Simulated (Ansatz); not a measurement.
**How Ti$_{5}$Al$_{2}$C$_{3}$ stores the work of compression**

Level of theory: DFT PBEsol, scalar-relativistic, plane waves, PAW in Ansatz 0.2.0. Settings: 420 eV cutoff, 12×12×12 k-mesh, Gaussian smearing of 0.10 eV, no spin polarisation.

Reference structure (relaxed):

```yaml
crystal:
  lattice:
    - [1.52279, 0.87919, 16.07240]
    - [-1.52279, 0.87919, 16.07240]
    - [0.00000, -1.75837, 16.07240]
  atoms:
    - { symbol: Ti, position: [0.50000, 0.50000, 0.50000] }
    - { symbol: Ti, position: [0.78462, 0.78462, 0.78462] }
    - { symbol: Ti, position: [0.69021, 0.69021, 0.69021] }
    - { symbol: Ti, position: [0.30979, 0.30979, 0.30979] }
    - { symbol: Ti, position: [0.21538, 0.21538, 0.21538] }
    - { symbol: Al, position: [0.59609, 0.59609, 0.59609] }
    - { symbol: Al, position: [0.40391, 0.40391, 0.40391] }
    - { symbol: C, position: [0.85989, 0.85989, 0.85989] }
    - { symbol: C, position: [0.14011, 0.14011, 0.14011] }
    - { symbol: C, position: [0.00000, 0.00000, 0.00000] }
```

Cell and atoms were relaxed at each target pressure within the start's symmetry (R-3m), at zero temperature; other phases can be more stable under pressure. H = E + PV with P the target; E is the free energy at the smearing used, whose derivative the pressure is, per atom and counted from zero pressure.

```tsv
P (GPa)	V (Å³/atom)	E − E0 (meV)	H − H0 (meV)
0	12.911	0.0	0.0
1	12.827	0.3	80.3
4	12.600	3.8	318.3
12	12.080	29.3	934.1
25	11.419	104.4	1886.3
```

Q: Thermodynamics gives dH/dP = V along a relaxed path. Integrate V over P by the trapezoid rule and compare with the computed enthalpies.

A: With 1 eV/Å³ = 160.22 GPa, each step adds the mean volume times ΔP / 160.22:
```
P (GPa)  ∫V dP (meV) H − H0 (meV) difference (meV)
      1         80.3          80.3               0.0
      4        318.4         318.3               0.0
     12        934.6         934.1               0.5
     25       1887.9        1886.3               1.7
```

V(P) curves upward, so the trapezoid rule runs high; integrating a smooth curve through the same points (P as a polynomial of degree 4 in ln V) puts that excess at about 2.1 meV at 25 GPa, against the 1.7 meV found.

Q: At 25 GPa, how much of the enthalpy change is stored energy and how much is the PV term?

A: E rises by 104 meV/atom and PV is 25 × 11.419 / 160.22 = 1782 meV/atom, so PV makes 94 % of ΔH. So between rival structures at high pressure a small difference in volume can outweigh the difference in energy: 1 % of this volume is worth 17.8 meV/atom at this pressure.

Q: What bulk modulus do the lowest pressures give?

A: From the pressures that the runs reached, -1.00 GPa (12.993 Å³) and 1.00 GPa (12.827 Å³), B = −ΔP/Δln V = 2.00 / 0.0128 = 157 GPa, a mean over that range.

The energy stored in the crystal is the work done in compressing it, and it starts out quadratic in pressure because the relaxed cell sits at a minimum of E. The PV term is linear from the start and consists mostly of pressure acting on volume the solid already had. Its 94 % share at 25 GPa therefore reflects this bookkeeping and says little about bonding. The material's own response lies in V(P), whose slope flattens at every step: as the atoms are pushed together, Pauli repulsion between overlapping shells rises faster than the bonding gains, and the solid stiffens.

A bulk modulus of 157 GPa fits a nanolaminate in which strong Ti d–C p bonds within the carbide slabs alternate with softer Ti–Al contacts. The Al layers probably take up more than their share of the strain, but volumes alone cannot show this; the compressed cell axes and layer spacings would be needed. The match between the integrated volumes and the enthalpies confirms that the energies and pressures are mutually consistent, not that the functional gives the right compressibility.
